Suppose the surface states of tantalum (110) are wanted, to assign a photoemission peak or to judge how electrons scatter at the face of a thin tantalum liner beneath copper wiring. The decision is whether a slab of five atomic planes can already tell them apart from ordinary metal states, or whether a thicker one must be calculated. The tempting rule is to pick the levels whose weight sits almost wholly on the outer planes. In this slab that rule picks levels that need no surface state to explain them, and the clearest breaks of the simple pattern lie at the other end of the scale.

Kohn–Sham levels of a relaxed five-plane bcc Ta(110) slab, from Ansatz 0.2.0 (PBE, PAW, scalar-relativistic, no spin polarisation, 420 eV plane-wave cutoff, 13×13×1 k mesh, 0.1 eV Gaussian smearing). Outer orbital weights are Löwdin weights on the two outer planes of both faces together, averaged over levels within 1.5 meV and not renormalised.

```csv
point label,point a (reciprocal cell vectors),point b (reciprocal cell vectors),level b1 from the Fermi level (eV),outer orbital weight b1,level b2 from the Fermi level (eV),outer orbital weight b2,level a1 from the Fermi level (eV),outer orbital weight a1
X,0.5000,0.0000,-0.010,0.880,-0.360,0.500,0.520,0.680
between,0.4167,0.0000,-0.080,0.740,-0.550,0.660,0.190,0.800
between,0.3333,0.0000,-0.140,0.800,-0.240,0.860,0.050,0.540
between,0.2500,0.0000,-0.170,0.640,-0.250,0.720,1.910,0.900
between,0.1667,0.0000,-0.050,0.560,-0.200,0.900,0.070,0.760
between,0.0833,0.0000,-0.410,0.800,-0.520,0.940,0.060,1.000
G,0.0000,0.0000,-0.340,0.840,-0.410,0.960,0.070,1.000
between,0.0000,0.0833,-0.410,0.800,-0.520,0.940,0.060,1.000
between,0.0000,0.1667,-0.050,0.560,-0.200,0.900,0.070,0.760
between,0.0000,0.2500,-0.170,0.640,-0.250,0.720,1.910,0.900
between,0.0000,0.3333,-0.140,0.800,-0.240,0.860,0.050,0.540
between,0.0000,0.4167,-0.080,0.740,-0.550,0.660,0.190,0.800
Y,0.0000,0.5000,-0.010,0.880,-0.360,0.500,0.520,0.680
between,0.0833,0.5000,-0.220,0.760,-0.550,0.640,0.170,0.720
between,0.1667,0.5000,-0.070,0.740,-0.220,0.680,0.140,0.620
between,0.2500,0.5000,-0.110,0.700,-0.710,0.680,0.090,0.940
between,0.3333,0.5000,-0.250,0.760,-1.330,0.860,0.270,0.640
between,0.4167,0.5000,-0.160,0.820,-0.760,0.940,0.740,0.660
S,0.5000,0.5000,-0.110,0.840,-0.530,1.000,1.190,0.580
between,0.4167,0.4167,-0.050,0.720,-0.240,0.760,1.160,0.820
between,0.3333,0.3333,-0.680,0.880,-0.720,0.640,0.040,0.800
between,0.2500,0.2500,-0.320,0.500,-0.740,0.980,0.290,0.920
between,0.1667,0.1667,-0.300,0.940,-0.530,0.880,0.030,0.620
between,0.0833,0.0833,-0.140,0.980,-0.650,0.740,0.030,0.760
```

The levels are named by rank: b1 and b2 are the nearest and second nearest below the Fermi level, a1 the nearest above. The outer orbital weight counts two planes at each face, four planes out of five. A level spread evenly through the slab therefore scores 0.80 with no preference for the surface. The line from G to Y repeats the line from G to X by symmetry, which leaves 54 distinct levels, and their mean weight is 0.78. Taken together, the levels near the Fermi level show no extra attachment to the faces.

**The simple pattern**

An electron shut into a thin film forms standing waves between the two faces, much as a string with five equal beads does between clamped ends. Some waves have a belly on the middle bead, and the others have a node there. The likeness covers only the shape of the waves across the film: a bead has one way to move, whereas a tantalum atom offers an s and five d orbitals.

For identical planes $j = 1$ to $5$ with one orbital each, wave number $m$ has the weight $\tfrac{1}{3}\sin^2(m\pi j/6)$ on plane $j$. On the middle plane, $j=3$, this is $1/3$ for odd $m$ and zero for even $m$. The outer weight is then either 0.67 or 1.00.

Real levels can fall in between. The slab has a mirror plane through its middle, and a level may join orbitals that are even under this mirror, in waves of one kind, with orbitals that are odd, in waves of the other kind. If a share $p$ of the level lies in waves with a belly in the middle, and each orbital takes part with a single wave, the outer weight is $W = 1 - p/3$. It can lie anywhere from 2/3 to 1. Within rounding, 43 of the 54 levels do; the range is wide, so this is agreement and not proof. Six more fall just short of it, at 0.62 or 0.64, and five lie clearly below.

**From X to G**

The first row holds one of the two deepest breaks. At X, level b2 has an outer weight of 0.50, which is 0.17 below the lowest value that the simple pattern allows. Half of the level is not on the outer planes, where a single standing wave would leave a third at most. Two more breaks follow on the way to G: a1 with 0.54 at point a = 0.3333 and b1 with 0.56 at 0.1667.

What gathers a level in the middle is interference. The waves with one, three and five bellies all have a belly on the middle plane. When two of them are added so that they reinforce each other there, they cancel partly or wholly on some of the other planes. A single standing wave cannot do this, so a weight clearly below 2/3 points to a mixture of several waves of the same orbital.

At X the stacking of the planes forces such a mixture. Each atom meets the atoms of the next plane in pairs, on opposite sides of the film normal, and at X the wave along the film has opposite signs on the two. The s orbital and three of the d orbitals look the same after a half turn about the normal; the other two d orbitals change sign. Between orbitals of the same kind the two contributions cancel, so each kind couples only to the other kind on the next plane. An orbital found on planes 1, 3 and 5 is then absent from planes 2 and 4.

Take identical planes with one orbital of each kind. Let $V$ be the coupling between neighbouring planes, $D$ the energy of the level measured from the orbital on planes 1, 3 and 5, and $u_j$ the size of the amplitude on plane $j$. In a level where planes 2 and 4 reinforce each other on the middle plane:

- An end plane has one neighbour, which requires $D\,u_1 = V\,u_2$.
- The middle plane has two, which requires $D\,u_3 = 2V\,u_2$, so $u_3 = 2u_1$.
- The weights on planes 1, 3 and 5 are as 1 : 4 : 1, so the middle plane holds two thirds of the share $q$ that lies on these three planes.
- The outer weight is $W = 1 - 2q/3$. With $q = 3/4$ it is 0.50, as for b2 at X.

Five identical planes can thus gather half of a level in the middle without help from the surface. The share $q$ was chosen to match the weight, so the model shows that no surface effect is needed at X, not that none is present.

The surface can mix the waves as well. An atom in the end plane has fewer neighbours, so its orbitals may lie at a different energy from those further in. Between X and G both causes can act, and the weights of the other two breaks cannot tell which dominates.

Another suspicion is that the weight is not in the middle at all but has escaped the atomic orbitals on which the levels are projected. To lift b2 at X to 2/3, this one level would have to lose 0.17 of itself if everything escaped from the outer planes, or 0.25 if every plane lost the same share. All occupied levels together lose only 0.22 of a level at an average point, so b2 alone would need most of that loss or more. Since that is an average, it makes the escape unlikely without excluding it.

The same stretch holds a break that is only apparent. Level a1 goes from 0.05 to 1.91 and back to 0.07 eV between neighbouring points. No band makes that leap: the levels are ranked afresh at every point, and when a band crosses the Fermi level, its label passes to another one.

**At G**

Here a1 lies 0.07 eV above the Fermi level with an outer weight of 1.00, and it looks like a textbook surface state. Yet a standing wave with a node on the middle plane scores exactly the same. The simple pattern gives such values freely, so a1 breaks nothing. Nor should its place just above the Fermi level carry an argument, because the calculation leaves out spin–orbit coupling, which can move tantalum 5d levels by tenths of an electronvolt.

The less striking b1, with 0.84, is the odder case. At G the two kinds of orbital cannot mix at all, so identical planes coupled only to their neighbours would give 0.67 or 1.00 and nothing in between. End planes that differ from the rest, coupling that reaches further, or weight that has escaped the projection could each account for it.

**From Y to S**

Between these two points the pattern holds well. A few weights dip slightly under 2/3, the lowest being 0.62, but none comes near the values seen on the first stretch. S itself shows both extremes: b2 has 1.00, again what a middle node would give, and a1 has 0.58. The two kinds of orbital stay apart here, as they do at G, so the cause found at X is missing. If a surface shift is to blame instead, a chain with one orbital per plane would need its end planes shifted by about 1.2 times the coupling between planes, which is a strong disturbance. This last break is also the least secure of the five. The level lies 1.19 eV above the Fermi level, and the loss found for occupied levels says little about an empty one.

**From S back to G**

The point (0.25, 0.25) holds the other deepest break, b1 with 0.50, while b2 at the same point reaches 0.98. As at X, the coupling between orbitals of the same kind cancels here for the nearest atoms of the next plane, though not for the second nearest, so the explanation given for X can be expected to carry over in part. The contrast between the two levels is no surprise either. Every plane brings the same number of orbitals, so over the complete set of levels built from them the outer planes must receive their four fifths. What one level withholds from them, others have to carry. Strong breaks can therefore occur while the mean over the complete set stays at 0.80. The three levels listed at each point are only a part of that set, so the rule does not fix their own mean.

**What this means for the slab**

A high outer weight in five planes does not identify a surface state, and a low one speaks against it, unless much of the level has escaped the projection. The way forward is to look at the weight plane by plane, or to add planes. In a slab of $N$ planes an evenly spread level has $4/N$ of its weight on the same four outer planes, which is 0.44 for nine. A surface state that decays within a few planes keeps most of its weight there, so the two kinds of level, which can look alike in the thin slab, move apart as the slab grows.
